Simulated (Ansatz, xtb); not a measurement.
## Relative energy of two isomers of C2H7BO2

Structure I is `CCB(O)O`, a singlet and structure II is `COB(C)O`, a singlet. Both are isolated molecules in the gas phase, relaxed with PBE0-D3(BJ)/def2-SVP; the shapes shown needn't be the lowest conformers.

I (Å):

```
atom    x (Å)    y (Å)    z (Å)
   C  -0.4792   1.4043   0.5207
   C   0.8929   1.0114  -0.0089
   B   1.0906  -0.5140  -0.3452
   O   0.0492  -1.3768  -0.1474
   O   2.3085  -0.9116  -0.8252
   H  -0.7201   0.8649   1.4498
   H  -1.2734   1.1576  -0.2007
   H  -0.5472   2.4825   0.7347
   H   1.1406   1.5821  -0.9226
   H   1.6868   1.2935   0.7067
   H   0.2282  -2.2951  -0.3700
   H   2.3873  -1.8503  -1.0176
```

II (Å):

```xyz
12

C    -0.5705   -1.1800   -0.0082
C    -1.2156    2.5186   -0.8432
B    -0.8559    1.2270   -0.0276
O    -0.8741    0.0156   -0.6655
O    -0.5373    1.3445    1.2952
H    -0.6453   -2.0069   -0.7289
H     0.4584   -1.1852    0.3985
H    -1.2739   -1.3939    0.8184
H    -2.1046    3.0068   -0.4118
H    -1.4151    2.3000   -1.9009
H    -0.3986    3.2552   -0.7805
H    -0.3322    0.5099    1.7270
```

Question: Estimate E(II) − E(I) at the level CCSD(T)/def2-SVP + ΔMP2/def2-TZVPP.

Answer: Calculated at CCSD(T)/def2-SVP + ΔMP2/def2-TZVPP: E(II) − E(I) = +0.418 eV, so structure I lies lower.

The same difference at several levels:

| level | geometry | E(II) − E(I) (eV) | departure from the last row (eV) | job, with rough time for the two |
| --- | --- | --- | --- | --- |
| GFN2-xTB | GFN2-xTB | +0.144 | −0.274 | optimisation, 0.16 s |
| HF/STO-3G | GFN2-xTB | −0.024 | −0.443 | single point, 0.24 s |
| r2SCAN-D4/def2-SVP | GFN2-xTB | +0.362 | −0.056 | single point, 2.8 s |
| PBE0-D3(BJ)/def2-SVP | PBE0-D3(BJ)/def2-SVP | +0.387 | −0.031 | optimisation, 1.7 min |
| HF/def2-SVP | PBE0-D3(BJ)/def2-SVP | +0.339 | −0.079 | part of the CCSD(T) run |
| MP2/def2-SVP | PBE0-D3(BJ)/def2-SVP | +0.461 | +0.043 | part of the CCSD(T) run |
| CCSD(T)/def2-SVP | PBE0-D3(BJ)/def2-SVP | +0.407 | −0.011 | single point |
| CCSD(T)/def2-SVP + ΔMP2/def2-TZVPP | PBE0-D3(BJ)/def2-SVP | +0.418 |  | single point, 23 s |

As drawn, II has 1 C–O, 1 C–H in place of 1 C–C, 1 O–H.

HF/STO-3G puts the two in the other order. The largest departure from CCSD(T)/def2-SVP + ΔMP2/def2-TZVPP is that of HF/STO-3G, 0.443 eV. A small imaginary or near-zero mode remains, so no thermal terms are given. The last row adds to CCSD(T) the change of the MP2 difference between the two basis sets, here +0.011 eV.

The correlated steps freeze 5 core orbitals. Run with Ansatz 0.2.0, xtb 6.7.1; the last row on 2 threads of Arm Neoverse V2 on a shared host.

Ethylboronic acid (I) lies below the methyl ester of methylboronic acid (II), and every level except HF/STO-3G gives this order. Both isomers keep one B–C and two B–O bonds, so π donation from oxygen into the empty boron p orbital should largely cancel. What remains is essentially the alcohol–ether contrast: a C–C and an O–H bond together are stronger than a C–O and a C–H bond, mainly because the polar O–H bond is so strong.

Hartree–Fock already favours I in def2-SVP, so missing correlation alone does not explain the STO-3G reversal. The minimal basis is the likelier cause, as it has neither the radial flexibility nor the polarisation functions needed to describe polar bonds to oxygen evenly. Correlation strengthens the preference for I, with MP2 somewhat overshooting CCSD(T) in the same basis. The energy difference says nothing about how readily the isomers interconvert, which would require breaking strong σ bonds.
